## Squeezing tungsten: an examination question

To shorten or stretch the edges of a tungsten crystal by one per cent takes about ten gigapascals, a hundred thousand times the pressure of the air. The energy stored is only about a hundredth of an electronvolt per atom. These two sizes are worth remembering for a very stiff metal. The question is how they grow when the squeeze goes further.

### The question

The table gives density functional results for body-centred cubic tungsten at seven volumes. All edges are scaled together and the atoms keep their places in the cell. Positive pressure means that the crystal pushes outwards against compression, and negative pressure means that it is held under tension.

Ansatz 0.2.0 calculations for body-centred cubic tungsten: scalar-relativistic PBE with PAW, no spin polarization or dispersion correction, a 420 eV plane-wave cutoff, a 16×16×16 k mesh and Gaussian smearing of 0.1 eV. Energies are taken at zero smearing, relative to the element's standard crystal in the same functional. Pressure is positive in compression.

| volume (Å³/atom) | shortest distance (Å) | energy over elements (eV/atom) | pressure (GPa) |
| --- | --- | --- | --- |
| 14.724 | 2.674 | ? | ? |
| 15.184 | 2.702 | 0.063 | 20.88 |
| 15.654 | 2.729 | 0.018 | 9.77 |
| 16.133 | 2.757 | 0.004 | 0.04 |
| 16.622 | 2.785 | 0.017 | -8.44 |
| 17.120 | 2.812 | 0.055 | -15.81 |
| 17.629 | 2.840 | 0.116 | -22.19 |

The row at 16.133 Å³/atom is almost free of pressure and serves as the reference. In the first row every edge is 3 % shorter than there.

(a) Predict the pressure in the first row, with an error bar.

(b) Predict its energy over elements, with an error bar.

(c) Explain why compression and expansion by the same percentage do not cost the same.

### Model answer

**Stiffness is not constant.** A spring that obeys Hooke's law would give equal and opposite pressures for equal small changes of volume. The crystal doesn't behave in this way. Shortening the edges by 2 % raises the pressure to 20.88 GPa, while lengthening them by 2 %, which changes the volume slightly more, gives a tension of only 15.81 GPa. The energy shows the same asymmetry: it rises by 0.059 eV/atom on the compressed side and by 0.051 eV/atom on the expanded side.

**The cause is a competition between two steep curves.** The 5d electrons bind the atoms, and this attraction strengthens as the atoms approach. Against it stands the kinetic energy of electrons confined to less space, together with the repulsion that arises when valence electrons are pushed against filled core shells. At the reference volume the two tendencies balance. Both grow ever more steeply as the atoms approach, the repulsive part most of all. The excess of repulsion on compression therefore builds up faster than the excess of attraction on an equal expansion. This account is argued from general physics; the table gives only the total energy and doesn't separate the two parts.

**A diatomic molecule shows the same asymmetry.** Its bond is harder to shorten than to lengthen, because there too both forces steepen as the atoms approach, the repulsion more than the attraction. The comparison explains the direction of the effect. It doesn't give its size, because in the crystal each atom has eight nearest neighbours and shares its electrons with the whole metal.

The competition can be put into a short formula. Let $u$ be the edge length divided by that of the reference row, and let the energy be a repulsion proportional to $u^{-n}$ minus an attraction proportional to $u^{-m}$, with $n$ larger than $m$. Volume goes as $u^3$, so the pressure is proportional to $u^{-(n+3)}-u^{-(m+3)}$. The bulk modulus $B$ is the pressure needed per relative loss of volume, and for this law it grows with pressure at the rate

$$\frac{dB}{dP}=2+\frac{n+m}{3}$$

at the balance point. Steeper forces therefore mean faster stiffening. This is the rule to carry over to another crystal: ask how steeply its repulsion and its attraction change with distance, and not only how strong its bonds are.

**A polynomial in the strain gives the forecast.** The two-power law shows the reason for the stiffening, but its exponents are awkward to fit. It is simpler to write the energy as a cubic polynomial in the finite strain

$$f=\frac{u^{-2}-1}{2},$$

which is positive in compression. The pressure is the energy gained per volume lost. Taking that derivative turns the cubic into a quadratic, multiplied by a factor that comes from the changing volume:

$$P=u^{-5}\,(a+bf+cf^2).$$

This is the third-order Birch–Murnaghan equation of state. A least-squares fit to the six known pressures gives $a=0.04$, $b=907$ and $c=315$ GPa. The first row had no part in the fit.

The fitted curve puts numbers to the stiffening. The bulk modulus is 302 GPa at the reference volume, and each added gigapascal of pressure raises it by about 4.2 GPa. It reaches 388 GPa at 15.184 Å³/atom and falls to 204 GPa at 17.629 Å³/atom. Over this modest range of volumes the stiffness thus changes by nearly a factor of two.

**(a) The pressure, worked in full.** With edges 3 % shorter, $u=0.97$. The strain is

$$f=\frac{0.97^{-2}-1}{2}=0.0314,$$

and the factor in front is $0.97^{-5}=1.165$. Inserting the three constants gives

$$P\approx1.165\,(0.04+28.5+0.3)\approx33.6\ \text{GPa}.$$

Almost all of the bracket comes from the term linear in strain. The unrounded constants give 33.59 GPa.

The forecast is **33.59 ± 0.15 GPa**, that is, from 33.44 to 33.74 GPa. The step from the neighbouring row should exceed the step before it, which was 11.11 GPa. The error bar is a judgement about how closely the formula can follow this calculation, and two comparisons suggest its scale. A fit without the row at 15.184 Å³/atom overshoots the pressure there by 0.05 GPa. The Vinet equation, another equation of state, gives 0.09 GPa less for the first row when it has the same stiffness and the same rate of stiffening.

**(b) The energy follows from the pressure.** The work of compression is pressure times the volume lost. Between the second row and the first the volume shrinks by 0.460 Å³/atom, and the mean of the two end pressures is about 27.2 GPa. Since 1 eV/Å³ equals 160.2 GPa, the added energy is

$$\Delta E\approx\frac{27.2\times0.460}{160.2}\approx0.078\ \text{eV/atom}.$$

Added to the 0.063 eV/atom of the second row, this gives 0.141 eV/atom.

A more careful route integrates the fitted pressure curve from the reference volume and fits a straight line through the six known energies against this work. It leads to the same value. The slope of the line should be one if pressure and energy belong to the same curve, and it comes out at 1.004. The forecast is **0.141 ± 0.002 eV/atom**, above the 0.116 eV/atom found when the edges are 3 % longer.

The stresses along the three axes should be equal. Cubic symmetry demands this, so their equality would confirm neither the formula nor the explanation.

**(c) The reason in one sentence.** Compression costs more than an equal expansion because both forces steepen as the atoms approach, the repulsion more than the attraction, so that the balance tips faster on the compressed side.

### The computed row

The withheld rows as computed:

| volume (Å³/atom) | shortest distance (Å) | energy over elements (eV/atom) | pressure (GPa) |
| --- | --- | --- | --- |
| 14.724 | 2.674 | 0.141 | 33.50 |

The computed pressure is 33.50 GPa. The forecast is 0.09 GPa too high, an error of about 0.3 % of the computed value, and lies within its error bar. The last step in pressure is $33.50-20.88=12.62$ GPa, larger than the one before it, as predicted. The energy agrees with the forecast to the last digit of the table and lies above the value for the equal expansion. The stresses along the three axes, which the table doesn't list, are each 33.50 GPa in the same calculation, as symmetry demands.

### Remarks on the reasoning

**Keeping the stiffness fixed leads to a large error.** A candidate who takes the bulk modulus at the reference volume, multiplies it by the relative loss of volume and adds the small pressure of the reference row finds 26.45 GPa. That is about 7 GPa too low, or a fifth of the computed pressure. The same shortcut already fails in the second row, where it gives 17.83 GPa instead of 20.88 GPa. A check against that known row would have exposed the mistake before any prediction was made.

**A candidate without a formula can still come close.** The two preceding steps in pressure, taken towards smaller volume, are 9.73 and 11.11 GPa, so the step grew by 1.38 GPa. If it grows by the same amount again, the next one is 12.49 GPa and the pressure reaches 33.37 GPa. This is a sound estimate for one more step of the same size. It gives no physical reason for the growth, however, and carries no warning of when the pattern will change.

**The small miss lies where the fit is least certain.** The quadratic coefficient $c$ matters little near the reference volume and more at the ends of the range, so the known rows fix it only loosely. Without the row at 15.184 Å³/atom it rises from 315 to 361 GPa. The forecast for the first row then becomes 33.68 GPa, which is 0.18 GPa too high, about twice the miss of the full fit. The most compressed known row therefore does much to steady the forecast. Part of the miss may also come from the formula itself: the polynomial for the energy stops at the cubic term, and the terms left out are expected to matter most at the ends of the range.

With the same stiffness and the same rate of stiffening, the Vinet equation would have come closer, at 33.50 GPa. This isn't enough to prefer it. The two equations differ by less than 0.1 GPa here, and the known pressures themselves scatter about the fitted curve by roughly 0.01 GPa. The uncertainty of the curve grows when it is carried beyond them. Telling the two forms apart would take rows at stronger compression.

**The energy was the easier part.** More than half of it had still to be added after the second row, but over that last stretch the volume shrinks so little that a small error in pressure hardly counts. An error in pressure that grows from nothing to 0.09 GPa over that stretch changes the energy by only about 0.0001 eV/atom, which the table doesn't resolve. Agreement in energy is therefore a weaker test of the curve than agreement in pressure.

**A candidate should also say what the energy is measured from.** The column doesn't reach zero at the reference volume, although the crystal is the element itself. The remaining 0.004 eV/atom is mostly an offset from the separate calculation of elemental tungsten. It cancels in the differences between rows, and these carry the physics of compression.

**The error bars concern the calculation, not a measurement.** The atoms are at rest, so the pressure of their vibrations is absent, and PBE tends to make crystals of heavy metals such as tungsten slightly too large. An engineer who compares these pressures with a measured compression curve must allow for both. The stiffening on compression remains the point to take from the table: a bulk modulus quoted for the uncompressed metal is a starting slope and underestimates the pressure of a strong squeeze.
